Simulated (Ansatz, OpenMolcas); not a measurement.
A ladder of methods for SiH3 (silyl radical)

SiH3 has 4 atoms, charge 0, and is taken as a doublet. As SMILES, `[SiH3]`. The coordinates come from a GFN2-xTB relaxation.

Each level gives the vertical ionisation energy (to the singlet cation) (eV). The values are calculated.

```
                                level                    kind     program  value (eV)  less FCI/6-31G*
  USVWN5/6-31G* (spherical functions)                     LDA      Ansatz        8.49            +0.41
    UPBE/6-31G* (spherical functions)                     GGA      Ansatz        8.49            +0.41
  UBHLYP/6-31G* (spherical functions)           global hybrid      Ansatz        8.33            +0.25
 U-wB97X/6-31G* (spherical functions)  range-separated hybrid      Ansatz        8.34            +0.26
 RPA@PBE/6-31G* (spherical functions)                     RPA      Ansatz        8.10            +0.02
    UMP2/6-31G* (spherical functions)     perturbation theory      Ansatz        8.04            -0.04
UCCSD(T)/6-31G* (spherical functions)   coupled cluster or CI      Ansatz        8.08             0.00
                           FCI/STO-3G      exact in the basis  OpenMolcas        5.29            -2.79
     FCI/6-31G* (spherical functions)      exact in the basis      Ansatz        8.08             0.00
```

FCI/6-31G* (spherical functions) is exact within its basis and frozen core, so for wave-function methods in that basis the difference is their error; functionals converge differently with the basis, so for them it is only a difference. The values span 5.29 to 8.49 eV. High-level rows in very small sets aren't better than simpler rows in larger ones. Without the sets that lack polarisation functions the rows with a basis span only 8.04 to 8.49 eV.

Ionisation removes the unpaired electron from a silicon-centred, lone-pair-like orbital and leaves a closed-shell cation. No electron pair is broken, and neither state should have strong multireference character. This explains why UCCSD(T) reproduces FCI in 6-31G* to the printed precision and why UMP2 is only 0.04 eV too low.

The one-particle basis matters far more. Full CI in STO-3G gives just 5.29 eV, probably because a minimal set cannot let the radical orbital relax and spread in the neutral, which is therefore destabilised relative to the more compact cation. Even the 8.08 eV from FCI/6-31G* lies below the measured vertical ionisation energy. The likely cause is again the basis, which recovers too little of the extra correlation energy of the neutral, with its additional valence electron.

The higher values from the density functionals are thus no proof of poorer accuracy against experiment. Nor do these vertical energies give the adiabatic threshold, which lies lower because the pyramidal radical becomes planar on ionisation.
